**Question**

I compute J0 for a 3d impurity in bcc Fe from the on-site sum rule and read J0 > 0 as "this orientation of the impurity moment is stable". The formula rests on the magnetic force theorem, so what is actually rotated is the exchange splitting on the impurity site, not its moment. How much does that change J0, and can it flip the sign?

**Answer**

It changes the magnitude at relative order J0/(Δm/4), and the change is always upward. It can flip the sign of J0 in a narrow window just below zero, but it cannot turn an unstable collinear state into a stable one or the reverse.

*Conventions.* E = −Σ_{i≠j} J_ij e_i·e_j with unit vectors and each pair counted twice. G^σ = (ε + i0 − H^σ)⁻¹. The reference state is collinear, without spin-orbit coupling, at zero temperature and fixed Fermi level. Δ = H↓ − H↑ is site-diagonal, and m_i = n_i↑ − n_i↓ is dimensionless. For an impurity antiparallel to the host, Δ_0 and m_0 are both negative, and the J_0j written below include the factor e_0·e_j. To keep the algebra closed I take Δ_i as one number for the whole d shell, with a Stoner energy −I m_i²/4, so that Δ_i = I m_i.

*Where the assumption enters.* Tilt the splitting on each site by a small angle b_i about a common transverse axis. The perturbation on site i is V_i = −(Δ_i/2)[(cos b_i − 1)σ_z + sin b_i σ_x]. The force theorem takes the energy change from the band term,

δE = (1/π) Im ∫^{E_F} dε Tr ln(1 − GV).

To second order in b this is δE = Σ_ij b_i A_ij b_j with A = Ω − K, where

Ω_ij = δ_ij Δ_i m_i/4, K_ij = (1/4π) Im ∫^{E_F} dε Tr[Δ_i G↑_ij Δ_j G↓_ji]

(K symmetrised in i, j; the trace runs over orbitals). Ω comes from the σ_z part in first order, K from the σ_x part in second order. Expanding the Heisenberg form gives A_ij = −J_ij for i ≠ j, so J_ij = K_ij, the pair formula of Liechtenstein, Katsnelson, Antropov and Gubanov (1987). The diagonal element is

A_00 = −(1/4π) Im ∫^{E_F} dε Tr[Δ_0(G↑_00 − G↓_00) + Δ_0 G↑_00 Δ_0 G↓_00].

The identity G↑ − G↓ = −G↑ΔG↓ gives Σ_j K_0j = Ω_00, that is Σ_j A_0j = 0, so A_00 = Σ_{j≠0} J_0j = J0. For a crystal of equivalent sites the classical mean-field result k_B T_c = 2J0/3 follows; for a single impurity J0 is a stiffness and not a Curie temperature.

All of this is exact for the angles b_i of the field. The assumption is the last step, which reads b_i as the angle θ_i of the moment.

*How the moments respond.* The tilt is a transverse field h_i = Δ_i b_i/2 coupling as −h_i σ_x. With the static transverse susceptibility χ of the independent electrons, the second-order energy is −½ Σ h_i χ_ij h_j. Comparison with −Σ b_i K_ij b_j gives K_ij = Δ_i χ_ij Δ_j/8. Because χ is positive definite for a ground state with field-free transverse response on every site, so is K. The induced transverse moment is m_i θ_i = Σ_j χ_ij h_j. Multiplying by Δ_i/4,

Ωθ = Kb, or θ = (1 − Ω⁻¹A) b.

Tilting the field on site 0 alone therefore gives θ_0 = b_0(1 − J0/Ω_0) and θ_j = b_0 J_0j/Ω_j, with Ω_i short for Ω_ii. The impurity moment lags when J0 > 0, and the neighbours' moments move although their fields did not. For a uniform tilt Ab = 0 and θ = b.

*Energy at fixed moment directions.* Prescribing θ needs constraining fields. Write the total energy as F₀[m] − Σ I|m_i|²/4, where F₀ is the Legendre transform of the band energy with respect to the local fields, so ∂F₀/∂m_i is the total field, Δ_i/2 along z in the reference state. Rotate at fixed |m_i|. The Stoner term is unchanged. Relaxing the sizes and charges shifts them at order θ² about a stationary point and costs order θ⁴. With δm_z = −m_i θ_i²/2 and m_x = m_i θ_i,

δE = −Σ_i Ω_i θ_i² + ½ Σ_ij m_i θ_i (χ⁻¹)_ij m_j θ_j = θᵀ(ΩK⁻¹Ω − Ω)θ.

Call the bracket Ã. Inserting Ω = K + A,

Ã = A + A K⁻¹ A = A + AΩ⁻¹A + AΩ⁻¹AΩ⁻¹A + …

This is the renormalised force theorem of Bruno (2003). The first correction to the impurity element is

J̃0 − J0 = J0²/Ω_0 + Σ_{j≠0} J_0j²/Ω_j.

Three things follow. Since K⁻¹ is positive, J̃0 ≥ J0 to all orders. Since Ã still annihilates the uniform rotation, J̃0 = Σ_{j≠0} J̃_0j survives as a sum rule. The on-site character does not survive: the second term needs the pair couplings and the neighbours' Ω_j.

*What happens to the sign test.* Stability against small rotations means that Ã has no negative eigenvalue. Define a = Ω^(−1/2) A Ω^(−1/2). Then Ω^(−1/2) Ã Ω^(−1/2) = a(1 − a)⁻¹. Positivity of K puts every eigenvalue λ of a below 1, so λ/(1 − λ) has the sign of λ. A congruence by Ω^(1/2) keeps the count of negative eigenvalues, so A and Ã have the same count.

Hence J0 < 0 proves instability, even where J̃0 comes out positive. The downhill direction is explicit: for the pattern θ = (1 − Ω⁻¹A)b produced by tilting the field on site 0,

θᵀÃθ = bᵀ(A − AΩ⁻¹A)b = b_0²[J0 − J0²/Ω_0 − Σ_{j≠0} J_0j²/Ω_j],

which is negative when J0 is. In the window −Σ J_0j²/Ω_j ≲ J0 < 0 the impurity moment resists rotation only while the neighbours' moments are clamped. The uncorrected J0 is thus the sharper instability test. A positive diagonal element, corrected or not, is necessary for stability but not sufficient.

*Sizes.* I use typical inputs: I ≈ 0.9 eV (1.4×10⁻¹⁹ J), m_Fe ≈ 2.2, host J_h ≈ 170 meV (2.7×10⁻²⁰ J), and first- and second-shell couplings of about 19 meV and 11 meV with 8 and 6 neighbours. Farther shells are dropped from sums of squares. 1 meV = 1.602×10⁻²² J. Then Ω_Fe = I m_Fe²/4 = 1.09 eV (1.74×10⁻¹⁹ J), and the expansion parameter is J_h/Ω_Fe = 0.16.

(a) An Fe site in Fe. The local term is J_h²/Ω_Fe = 27 meV. The sum of squares is 3.6×10³ meV², so the neighbour term is 3 meV. The first correction is 30 meV (4.8×10⁻²¹ J), 18 % of J_h, and the next order is roughly 0.16 of that, 5 meV. The mean-field temperature 2J0/(3k_B) moves from 1.3×10³ K to 1.5×10³ K.

(b) A small-moment impurity, |m_0| ≈ 0.9, typical of Ni in Fe. Here Ω_0 = 0.182 eV with the same I. For illustration let the couplings scale with Δ_0, by the ratio 0.9/2.2 = 0.41, so J0 = 70 meV. The local term J0²/Ω_0 does not depend on that ratio and stays at 27 meV (4×10⁻²¹ J), now 38 % of J0, while the neighbour term falls to 0.6 meV. The next local term, J0³/Ω_0², is 10 meV, so the series converges slowly and K should be inverted instead. The sign is in no danger, but the magnitude is poor.

(c) An impurity near the sign change, where shells cancel. As an illustration take 15 meV on the first shell and −20 meV on the second, which sum to J0 = 0. The local term vanishes. The sum of squares is 4.2×10³ meV², so J̃0 ≈ 4 meV (6×10⁻²² J), with a relative next-order change of about 0.16. That is the width of the window in which J0 and J̃0 have opposite signs.

In case (c) another neglected effect is larger. Let the eight nearest host sites tilt by a common angle x in the quadratic form A, ignoring couplings within that shell. With J_1 the impurity's first-shell coupling, the energy is J0 θ_0² − 16 J_1 θ_0 x + 8 J_h x². Its minimum lies at x = J_1 θ_0/J_h and lowers the stiffness by 8J_1²/J_h = 11 meV (2×10⁻²¹ J). Releasing more host sites can only lower it further. An impurity with these couplings and 0 < J0 < 11 meV passes the sign test and is still unstable toward canting. The denominator here is J_h and not Ω_Fe, which is why host relaxation outweighs the force-theorem correction near zero.

The derivation assumed a scalar Δ_i and a rigidly rotating d-shell moment; with orbital-dependent splitting the constraint has to be specified anew and the simple form of Ã is approximate. The test also concerns small angles about one self-consistent state, so parallel and antiparallel solutions can both pass it, and only total energies rank them. Within those limits a negative J0 proves instability, a J0 of many tens of meV has a secure sign and a value that is low by tens of percent, and a positive J0 of order 10 meV calls for the lowest nonzero eigenvalue of A on a cluster around the impurity.